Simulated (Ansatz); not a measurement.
# Ag: pressure and energy above lowest point against volume per atom

Equation of state of a cubic crystal from periodic Kohn-Sham density functional theory without spin; pressure corrected for the finite basis. The results are calculated, by Ansatz 0.2.0 development build.

Cell of the first row (space group Fm-3m, No. 225):
```
Ag
1.0
      0.0000     2.0170     2.0170
      2.0170     0.0000     2.0170
      2.0170     2.0170     0.0000
Ag
1
Direct
  0.00000 0.00000 0.00000
```

Settings of every row: formula Ag; structure type fcc; functional r2SCAN; spin treatment none; k mesh 14x14x14; occupation method fermi-dirac; occupation width 0.1 eV; wave cutoff 500 eV; datasets soft-1 PAW; density cutoff ratio 4.

Limits: modest k-mesh, values are not fully converged in k.

| row | volume per atom (Å³) | pressure (GPa) | energy above lowest point (meV/atom) |
| --- | --- | --- | --- |
| 1 | 16.412 | 6.264 | 15.72 |
| 2 | 16.947 | ? | ? |
| 3 | 17.483 | -1.053 | 0 |
| 4 | 18.018 | -3.714 | 8.12 |
| 5 | 18.553 | -5.869 | 24.25 |

Question: what pressure and energy above lowest point should row 2 give?

Worked fit of pressure. Take u = (V_r/V)^(2/3) − 1 with V_r = 17.751 Å³ an atom, which is twice the finite (Eulerian) strain; such expansions in the strain, on which the Birch-Murnaghan equation of state is built, carry the rest volume and the bulk modulus. The shown rows have u = 0.05368, 0.01019, -0.0099, -0.02903. Least squares give pressure = −2.4594 + 133.168 × u + 546.18 × u² GPa; a straight line predicts inner rows, each left out in turn, worse (root mean square 0.57 against 0.021 GPa). The rows lie off it by 0.001, -0.007, 0.010, -0.004 (root mean square 0.0064 GPa). The pressure vanishes at u = 0.0172, or V = 17.3 Å³ an atom, and there the bulk modulus at fixed shape and fractions is B = −V dP/dV = (2/3)(1 + u) dP/du = 103 GPa. The withheld row has u = 0.03138, so the fit gives −2.4594 + 133.168 × (0.03138) + 546.18 × (0.03138)² = 2.257 GPa.

The calculation gave 2.225 GPa. The fit lies 0.032 GPa (1.4 % of the value, 0.26 % of the column's range) above it; its largest miss of a shown row is 0.010 GPa.

Worked fit of energy above lowest point. Take u = (V_r/V)^(2/3) − 1 with V_r = 17.751 Å³ an atom, which is twice the finite (Eulerian) strain; such expansions in the strain, on which the Birch-Murnaghan equation of state is built, carry the rest volume and the bulk modulus. The shown rows have u = 0.05368, 0.01019, -0.0099, -0.02903. Least squares give energy above lowest point = 2.905 − 394.83 × u + 11797 × u² meV/atom; a straight line predicts inner rows, each left out in turn, worse (root mean square 12 against 0.31 meV/atom). The rows lie off it by 0.02, -0.11, 0.15, -0.06 (root mean square 0.098 meV/atom). The withheld row has u = 0.03138, so the fit gives 2.905 − 394.83 × (0.03138) + 11797 × (0.03138)² = 2.13 meV/atom.

The calculation gave 1.77 meV/atom. The fit lies 0.36 meV/atom (20 % of the value, 1.5 % of the column's range) above it; its largest miss of a shown row is 0.15 meV/atom.
